The Gurney resonance model with self-consistent depolarisation

An electropositive atom on a metal gives part of its valence charge to the substrate. Gurney (1935) described this by a valence level broadened into a resonance that is filled only up to the Fermi level. At finite coverage the other charged adatoms lower that level and refill it. This section derives the resulting work-function change ΔW(N), finds when it has a minimum, and compares Ba with Cs on tungsten.

Conventions. One-electron energies are in eV, measured from the Fermi level E_F unless stated otherwise. Lengths are in Å, and N is the number of adatoms per area (10¹⁴ cm⁻² = 0.01 Å⁻²). The constant k = e²/(4πε₀) = 14.40 eV Å. The net adatom charge is +qe. The function arccot takes values in (0, π), so that arccot y = π/2 − arctan y.

1. Premises

P1. The metal is a perfect conductor bounded by the image plane z = 0, and it screens instantly on the time scale ħ/Γ.
P2. Each adatom is a rigid core of charge +Ze (Z = 1 for Cs, 2 for Ba) with one valence s orbital. Core and valence charge are both centred at height d, which does not depend on N.
P3. The orbital couples to a wide, flat band with an energy-independent strength, and k_BT ≪ Γ.
P4. The adatoms form a square lattice of spacing N^(−1/2), carry equal charges and interact only electrostatically, in mean field.

2. The resonance and its filling

For one spin, take the Anderson–Newns Hamiltonian with adatom level ε_a, band states ε_κ and couplings V_κ. The Green function G = (E − H)⁻¹ obeys
(E − ε_a) G_aa − Σ_κ V_κ* G_κa = 1, (E − ε_κ) G_κa = V_κ G_aa.
Eliminating G_κa gives G_aa = 1/[E − ε_a − Σ(E)] with Σ(E) = Σ_κ |V_κ|²/(E − ε_κ + i0). The imaginary part of Σ is −Γ, with Γ = π Σ_κ |V_κ|² δ(E − ε_κ). Under P3, Γ is constant, and the real part, its Hilbert transform, vanishes near the middle of a wide band. The projected density of states −Im G_aa/π is a normalised Lorentzian of half-width Γ,
ρ_a(E) = (Γ/π)/[(E − ε_a)² + Γ²].
Integrating from −∞ to E_F = 0 gives the occupation per spin,
n = (1/π) arccot y, y = ε_a/Γ. (1)
Below, ρ = ρ_a(0) = 1/[πΓ(1 + y²)], and dn/dε_a = −ρ.

3. The level of an isolated adatom

For the free atom, let I_Z be the energy to remove the only s electron from the s¹ configuration, and U₀ the repulsion between two s electrons. For Cs, I_Z = I and U₀ = I − A_e, with A_e the electron affinity. For Ba, I_Z = I₂ and U₀ = I₂ − I₁. By P1 a charge Qe at height d has the image energy −vQ², with v = k/(4d). The charge operator is Q = Z − n̂↑ − n̂↓, and n̂σ² = n̂σ gives
−vQ² = −vZ² + (2Z − 1) v (n̂↑ + n̂↓) − 2v n̂↑n̂↓.
The image raises the level and reduces the repulsion. With the clean work function W₀ placing the vacuum level above E_F,
ε_a0 = W₀ − I_Z + (2Z − 1) v, U = U₀ − 2v. (2)

The term U n̂↑n̂↓ can be closed in two ways.

One-spin closure (Z = 1, U large). Double occupation is excluded by keeping a single spin channel:
q = 1 − (1/π) arccot y = 1/2 + (1/π) arctan y. (3)
This is an interpolation, and its limits can be tested to second order in V. If the level lies well below E_F and ε_a + U well above, the one electron leaks into empty band states with weight Σ|V_κ|²/(ε_κ − ε_a)² = Γ/(π|ε_a|), which is the limit of (3). If the level lies well above E_F, electrons of either spin leak into the empty orbital, each with weight Γ/(πε_a), and U does not enter at this order. The true filling is then 2Γ/(πε_a), twice what (3) gives.

Two-spin closure (U small against πΓ). Spin-restricted Hartree–Fock replaces ε_a by ε_a0 + Un with n↑ = n↓ = n and q = Z − 2n:
q = Z − 1 + (2/π) arctan y. (4)
A small imbalance δn↑ = −δn↓ is fed back with gain ρU, so this solution is stable for ρU < 1, which U < πΓ guarantees. It has the correct tail, and it applies to Z = 2.

4. Work-function change

The potential above a grounded plane due to a charge qe at height d is that of the charge and of an image −qe at −d. The work function refers to a point far above the layer compared with the spacing, where only the lateral average survives. For z > d that average is
φ̄ = N (qe/4πε₀) ∫ 2πR dR {[R² + (z − d)²]^(−1/2) − [R² + (z + d)²]^(−1/2)} = N (qe/4πε₀) 2π [(z + d) − (z − d)] = Nqed/ε₀,
relative to the metal. An electron there has its energy lowered by eφ̄, while E_F is fixed by the bulk. Hence
ΔW = −N q e² d/ε₀ = −D q, D = 4πk N d. (5)
This is the Helmholtz form ΔW = −eNμ/ε₀ with μ = qed. If the dipole is instead counted from ion to image, p = 2qed, only half of the step lies outside the metal and ΔW = −eNp/(2ε₀).

5. Level shift from the other adatoms

At the site of one adatom, an ion at lateral distance R and its image give the potential (qe/4πε₀)[1/R − (R² + 4d²)^(−1/2)]. The adatom's own image is already in (2). Measuring R in units of N^(−1/2), with h = 2d√N and m running over the non-zero vectors of the unit square lattice,
Δε = −B q, B = k √N S(h), S(h) = Σ′ [1/|m| − (m² + h²)^(−1/2)]. (6)
The sign is negative because the nearer charges are positive.

Low density. The binomial series, convergent for h < 1, gives
S = (1/2) ξ h² − (3/8) ξ₅ h⁴ + …, ξ = Σ′ |m|⁻³, ξ₅ = Σ′ |m|⁻⁵.
The number of ways of writing an integer as a sum of two squares gives Σ′ |m|^(−σ) = 4ζ(σ/2)β_D(σ/2), with ζ the Riemann and β_D the Dirichlet beta function, so that ξ = 9.03 and ξ₅ = 5.09. A hexagonal lattice of the same N has ξ = 8.89. The leading term is the point-dipole shift,
B ≈ A N^(3/2), A = 2ξ k d², ε_a = ε_a0 − 2ξ q e² d² N^(3/2)/(4πε₀), (7)
written here for the one-spin closure. Its first relative correction is −(3/4)(ξ₅/ξ)h² = −0.42 h².

Any density. The two-dimensional Fourier transform of (R² + h²)^(−1/2) is 2π e^(−Gh)/G. Apply Poisson summation to the difference of this function at heights δ and h. The reciprocal vectors have G = 2π|m|, the G = 0 term is 2π(h − δ), and the site m = 0 must be subtracted in real space:
S = lim(δ→0) {2π(h − δ) + Σ′ [e^(−2π|m|δ) − e^(−2π|m|h)]/|m| − 1/δ + 1/h}.
The Mellin transform in t of Σ′ e^(−t|m|)/|m| is the gamma function of w times Σ′|m|^(−1−w). Its poles at w = 1 and w = 0 give 2π/t + M + O(t), where M = 4ζ(1/2)β_D(1/2) = −3.9003 is the continued lattice sum. With t = 2πδ the term 1/δ cancels:
S(h) = 2πh + M + 1/h − Σ′ e^(−2π|m|h)/|m|. (8)
Since D = 2πh k√N, the level follows the fraction
g = B/D = S/(2πh) (9)
of the work-function change. This fraction starts as ξh/(4π) and tends to 1 at large h, where the layer acts as a uniform sheet. The point-dipole form lets g grow without bound, which (8) excludes.

6. Self-consistency

With n = (Z − q)/2, the level in the two-spin closure is ε_a = ε_a0 + U(Z − q)/2 − Bq, and (4) becomes
q = Z − 1 + (2/π) arctan{[a − (B + U/2) q]/Γ}, a = ε_a0 + ZU/2. (10)
From (2), a = W₀ − (I + A_e)/2 for Z = 1, where the image term cancels and the Mulliken electronegativity appears, and a = W₀ − I₁ + v for Z = 2. The one-spin counterpart is
q = 1/2 + (1/π) arctan[(ε_a0 − Bq)/Γ]. (11)
In both equations the left side rises with q and the right side falls (for B + U/2 > 0), so there is exactly one root.

Differentiate (10): dq = 2ρ dε_a and dε_a = −(B + U/2) dq − q dB. Solving for dq,
d ln q/d ln N = −β s/(1 + s), s = 2ρB/(1 + ρU), β = d ln B/d ln N. (12)
For (11) the same formula holds with s = ρB. As long as q > 0 the charge falls with coverage, and since dε_a has the sign of dq the level sinks. Each term of S/h² decreases with h, so β ≤ 3/2, with equality in the point-dipole limit; by (8), β → 1 at large h.

At low coverage ρ may be held at its initial value ρ₀. Then q − q₀ = −sq, and
ΔW = −4πk N d q₀/(1 + 2ξ α_ct N^(3/2)), α_ct = 2ρ₀ k d²/(1 + ρ₀U). (13)
This has the form of Topping's depolarisation formula, with a polarisability volume α_ct that comes entirely from charge transfer between atom and metal.

7. Minimum or no minimum

By (5), W is stationary where d ln q/d ln N = −1, that is
s = 1/(β − 1), which is s = 2 for point dipoles. (14)

One spin, point dipoles. For Γ → 0, q = 1 until A N^(3/2) = ε_a0. Beyond that density the level is pinned at E_F, q = ε_a0/(A N^(3/2)), and |ΔW| falls as N^(−1/2): W has a sharp minimum at N = (ε_a0/A)^(2/3). For finite Γ put y₀ = ε_a0/Γ. Then B = Γ(y₀ − y)/q, and s = 2 reads
y₀ = f(y) = y + 2(1 + y²)(π/2 + arctan y).
The derivative f′ = 3 + 4y(π/2 + arctan y) vanishes at y = −t with t arccot t = 3/4, that is t = 0.888, where f = 2.13. A minimum of W therefore exists only for
ε_a0 > 2.13 Γ. (15)
Below this threshold s < 2 everywhere and W falls monotonically. It does not strictly saturate: for y → −∞, q → 1/(π|y|) with |y| → A N^(3/2) q/Γ, so q ∝ N^(−3/4) and |ΔW| ∝ N^(1/4), a flattening due to the Lorentzian tail. Above the threshold f = y₀ has two roots, a minimum of W followed by a maximum.

Two spins, Z = 2. The condition s = 2 gives B = 1/ρ + U, and (10) then requires a/Γ = f(y) + 3Uq/(2Γ) > 2.13. For a < 2.13 Γ, s stays below 2. As s depends on N only through B, and (14) needs s ≥ 2 for any β between 1 and 3/2, no minimum exists with the full sum (8) either.

Two spins, Z = 1, a > 0. Neutrality is reached at y = 0, so y stays positive, ρ → 1/(πΓ) and Bq → a. Then ΔW = −Bq/g → −a/g. With (8), β − 1 falls as 1/h while s grows as h², so (14) is always met at some density, and ΔW finally returns towards −a. Whether that density lies within the range of the model is a separate matter.

8. Illustration: Ba and Cs on tungsten at equal density

Inputs, all typical or approximate: W₀ = 4.6 eV for W(100); Cs: I = 3.89 eV, A_e = 0.47 eV; Ba: I₁ = 5.21 eV, I₂ = 10.00 eV. The heights d = 2.2 Å (Cs) and 1.9 Å (Ba) and the half-width Γ = 1.0 eV (both) are assumed values of plausible size. Three decimals are kept in intermediate quantities only so that the roots can be reproduced.

Cs: v = 1.636 eV, ε_a0 = 2.346 eV, U = 0.147 eV, a = 2.420 eV, D = 3.98 eV per 10¹⁴ cm⁻².
Ba: v = 1.895 eV, ε_a0 = 0.284 eV, U = 1.001 eV, a = 1.285 eV, D = 3.44 eV per 10¹⁴ cm⁻².

After image screening U/(πΓ) is 0.05 for Cs and 0.32 for Ba, so (10) is the closure that these inputs call for in both cases. At N = 0 the roots are q₀ = 0.75 (Cs) and 1.35 (Ba), with dipoles μ = q₀ed of 7.9 D and 12 D and initial slopes of −3.0 and −4.6 eV per 10¹⁴ cm⁻².

At N = 1 × 10¹⁴ cm⁻², (8) gives S(0.44) = 0.812 for Cs and S(0.38) = 0.616 for Ba. Equation (10), in eV, reads q = (2/π) arctan(2.420 − 1.242 q) for Cs and q = 1 + (2/π) arctan(1.285 − 1.388 q) for Ba. The other rows follow in the same way.

Cs
N (10¹⁴ cm⁻²) | h | g | B (eV) | ε_a (eV) | q | ΔW (eV)
0 | 0 | 0 | 0 | 2.4 | 0.75 | 0
0.5 | 0.31 | 0.22 | 0.43 | 2.1 | 0.71 | −1.4
1 | 0.44 | 0.29 | 1.17 | 1.6 | 0.65 | −2.6
2 | 0.62 | 0.39 | 3.10 | 0.9 | 0.47 | −3.8

Ba
N (10¹⁴ cm⁻²) | h | g | B (eV) | ε_a (eV) | q | ΔW (eV)
0 | 0 | 0 | 0 | 0.6 | 1.35 | 0
0.5 | 0.27 | 0.19 | 0.32 | 0.3 | 1.19 | −2.0
1 | 0.38 | 0.26 | 0.89 | −0.1 | 0.97 | −3.3
2 | 0.54 | 0.35 | 2.39 | −0.6 | 0.65 | −4.5

With these inputs Ba lowers W more than Cs at equal density, because its larger charge outweighs its smaller height, but the ratio of the two ΔW shrinks from 1.6 at N → 0 to 1.4, 1.3 and 1.2. Ba depolarises faster: at 1 × 10¹⁴ cm⁻² it has lost 28 % of its initial charge and Cs 13 %. The cause is the position of the resonance. For Ba it starts close to E_F, where ρ is large, and (13) gives α_ct = 20 Å³ against 6.7 Å³ for Cs, whose level starts more than two half-widths above E_F.

Ba has a = 1.285 eV < 2.13 Γ, so the model gives it no minimum. For Cs, point dipoles put the minimum at 2.4 × 10¹⁴ cm⁻². With the full sum, at 3 × 10¹⁴ cm⁻² β = 1.35 and (14) asks for s = 2.9, while s = 2.5 and ΔW = −4.0 eV; the minimum has not yet been reached.

Two choices inside the model matter at this level. The point-dipole B for Cs at 2 × 10¹⁴ cm⁻² is 15 % above the full sum and gives ΔW = −3.5 eV in place of −3.8 eV. The one-spin closure (11) gives for Cs q₀ = 0.87, and at 1 × 10¹⁴ cm⁻² q = 0.80 and ΔW = −3.2 eV in place of −2.6 eV, because it fills the tail with one spin only. The inputs matter as much: lowering Ba to d = 1.7 Å raises q₀ from 1.35 to 1.53.

9. Range of validity

Point dipoles. Equation (7) needs 0.42 h² ≪ 1; the term is 8 % for Cs at 1 × 10¹⁴ cm⁻². Equation (8) removes this limit for an ordered, uniform layer. Islands or disorder change B at given N.

Closure. Equation (10) needs U < πΓ; corrections to its self-energy begin at second order in U/(πΓ), and the square of that ratio is 0.10 for Ba. Equation (11) needs Z = 1, U ≫ πΓ and a level at or below E_F. The screened U is a small difference obtained from a classical image at about 2 Å, where P1 is only approximate.

Resonance shape. The d band of tungsten is structured on the scale of Γ, so Γ and a are effective parameters. Empty 5d and 6p orbitals, of which the 5d lie low in Ba, are left out by P2.

Core polarisation. The images of the other ions give at an adatom the normal field −2ξ q e d N^(3/2)/(4πε₀) in the point-dipole limit. A core of polarisability volume α′ acquires a dipole −2ξα′N^(3/2) relative to qed, which enters the first-order depolarisation in the same way as α_ct. With approximate values of 2.4 Å³ (Cs⁺) and 1.6 Å³ (Ba²⁺), α′/α_ct = 0.36 and 0.08. For Cs the initial curvature of ΔW(N) is thus underestimated by about a third of the term kept.

Spill-out. P2 fixes the centroid of the valence charge, but the density at E_F decays into vacuum over λ = ħ/(2√(2mW)), with ħ²/2m = 3.81 eV Å², and W itself is falling. On the clean surface λ = 0.46 Å. As a rough estimate, let the Z − q valence electrons move outwards by the increase of λ, and compare that dipole with qed. At 1 × 10¹⁴ cm⁻², Cs has W = 2.0 eV, λ = 0.69 Å and a reduction of 6 %; Ba has W = 1.3 eV, λ = 0.86 Å and 23 %. At 2 × 10¹⁴ cm⁻², Cs has W = 0.8 eV, λ = 1.1 Å and 31 %; Ba has W = 0.1 eV and λ = 3 Å, larger than d. At 3 × 10¹⁴ cm⁻² the model gives Ba ΔW = −5.1 eV, a negative work function. The effect always reduces |ΔW|, is larger for Ba with its greater valence filling, and can change the ordering of the two adsorbates.

Overlap. The spacing is 10 Å at 1 × 10¹⁴ cm⁻² and 7.1 Å at 2 × 10¹⁴ cm⁻², to be set against approximate bulk nearest-neighbour distances of 5.3 Å (Cs) and 4.3 Å (Ba). As these are approached the resonances merge into a two-dimensional band and P4 fails.

For the inputs used, equations (5), (8) and (10) therefore hold to a few tens of per cent up to about 1 × 10¹⁴ cm⁻². The rows at 2 × 10¹⁴ cm⁻² are at the edge for Cs and outside it for Ba, and the position and depth of a minimum at higher density depend on spill-out and band formation as much as on the refilling described by (14).